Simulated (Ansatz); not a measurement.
## Telling isomers of FH4NSiSn apart by their spectra

These gas-phase data were calculated for one isomer of FH4NSiSn at B3LYP-D3(BJ)/def2-SVP (harmonic, unscaled wavenumbers; equilibrium rotational constants with average atomic masses):

```
rotational constants            : 7.956, 1.351, 1.171 GHz
all wavenumbers above 1500 cm⁻¹ : 3532, 2211, 2204, 2194
```

Candidates:

(1) `[F][Sn][NH][SiH3]`, a singlet
(2) `F[SiH2][NH][SnH]`, a singlet

Which structure fits?

Candidate (1). No mode falls between 1650 and 2000 cm⁻¹, where the Sn–H stretch of (2) would stand.

The same quantities for all candidates:

```tsv
	rotational constants (GHz)	wavenumbers above 1500 cm⁻¹	E above the lowest, B3LYP-D3(BJ)/def2-SVP (kcal/mol)
(1)	7.956, 1.351, 1.171	3532, 2211, 2204, 2194	5.8
(2)	10.72, 1, 0.9639	3554, 2281, 2235, 1684	0.0
```

Each candidate is one conformer. Atoms past krypton carry core potentials. Programs: Ansatz 0.2.0.

The three closely spaced bands at 2211, 2204 and 2194 cm⁻¹ are the Si–H stretches of an intact SiH3 group, and the band at 3532 cm⁻¹ is the N–H stretch. In (2) one hydride sits on tin instead, and its stretch drops to 1684 cm⁻¹, mainly because the Sn–H bond, built from more diffuse tin orbitals, has a smaller force constant. The remaining Si–H stretches lie higher than in (1), as expected when electronegative fluorine is bound to silicon.

The rotational constants support the assignment independently. Fluorine on tin keeps much of the mass near the heavy atom, whereas fluorine on silicon lies farther from it and lowers the two smaller constants.

The matching structure is not the lower-energy one. Both isomers contain divalent tin and differ by a formal exchange of F and H, so the preference for (2) probably reflects the great strength of the Si–F bond, which outweighs the cost of replacing Si–H by Sn–H. The spectral identification does not depend on that ordering, nor does the energy gap establish how readily the isomers interconvert.
